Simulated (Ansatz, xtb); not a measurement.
## Relative energy of two structures of AlBH4N2

We compare a, a singlet given by its coordinates, with b, `B=[N][AlH][NH2]`, a singlet. Both are isolated molecules in the gas phase, relaxed with B3LYP/6-31G*; the shapes shown needn't be the lowest conformers.

a (Å):

```xyz
8

Al   -0.9011   -0.7625   -0.8725
B    -1.4636    0.4599    0.9166
N    -0.7851    0.9339   -0.2754
N    -1.7075   -0.9581    0.7272
H    -1.7650    1.1146    1.8748
H    -0.4820    1.8767   -0.4463
H    -0.5044   -1.6247   -2.1347
H    -2.1627   -1.5709    1.3808
```

Close contacts (Å): Al1–B2 2.24, Al1–N3 1.80, Al1–N4 1.80, B2–N3 1.45, B2–N4 1.45, Al1–H7 1.58, B2–H5 1.20, N3–H6 1.00, N4–H8 1.00.

b (Å):

```xyz
8

Al   -0.5627    1.6225    1.4348
B    -2.0860   -0.5321   -0.0811
N    -1.4753    0.3536    0.5686
N    -1.0362    2.0481    3.0943
H    -2.6576   -1.3587   -0.6851
H     0.6551    2.3766    0.7694
H    -1.7981    1.6277    3.6117
H    -0.5723    2.7537    3.6531
```

Energies in hartree; the thermal terms are from B3LYP/6-31G* harmonic frequencies (ideal gas, rigid rotor, one conformer each, 298.15 K, 1 atm) and include the zero-point energy:

|  | a | b |
| --- | --- | --- |
| E, CCSD(T)/def2-TZVP | −378.626502 | −378.608228 |
| zero-point energy | 0.051615 | 0.049667 |
| H(298 K) − E | 0.057462 | 0.056726 |
| G(298 K) − E | 0.025137 | 0.021001 |

Problem. Work out ΔE, ΔE₀, ΔH and ΔG for a → b in kJ/mol (1 Eh = 2625.50 kJ/mol) and the equilibrium ratio [b]/[a].

Solution. 1. ΔE = −378.608228 − (−378.626502) = +0.018274 Eh = +47.98 kJ/mol.
2. ΔE₀ = ΔE + ΔZPE = +0.018274 + (−0.001948) Eh = +42.86 kJ/mol.
3. ΔH = ΔE + (−0.000736) Eh = +46.05 kJ/mol.
4. ΔG = ΔE + (−0.004136) Eh = +37.12 kJ/mol, so ΔS = (ΔH − ΔG)/T = +29.9 J/(mol K).
5. kT = 0.9442 mEh, so K = [b]/[a] = exp(−ΔG/kT) = exp(−14.97) ≈ 3.1 × 10^−7.

Structure a is favoured at this temperature. An error of 4 kJ/mol in ΔG would change K by a factor of 5. Mirror images and further conformers aren't counted.

Other levels gave ΔE = +16.2 (GFN2-xTB); +71.6 (HF/STO-3G, GFN2-xTB geometries); +63.9 (r2SCAN-D4/def2-SVP, GFN2-xTB geometries); +40.6 (B3LYP/6-31G*); +38.3 (HF/def2-TZVP); +48.8 (MP2/def2-TZVP) kJ/mol. The correlated steps freeze 8 core orbitals. Programs: Ansatz 0.2.0, xtb 6.7.1.

The four-membered Al–N–B–N ring lies below its open isomer, an iminoborane with an aminoalane end, and every level listed gives the same order. Both isomers have one Al–H, one B–H and two N–H bonds, as well as two Al–N links. The contest is therefore mainly between two B–N σ bonds in the ring, each strengthened by nitrogen lone-pair donation into the empty boron p orbital, and a single, short B≡N unit. Closing the ring amounts to adding an N–H bond across that unit, a typical reaction of iminoboranes, whose polar π bonds are readily exchanged for σ bonds. Angle strain probably offsets much of the gain, which would explain why the preference is only moderate. The short Al···B contact follows from the ring geometry and needn't indicate a bond. Entropy favours the open form, probably through its soft bending and torsional modes, but not enough to reverse the order. Interconversion requires both hydrogen transfer and B–N cleavage, so the equilibrium ratio doesn't show whether the open isomer could persist once formed.
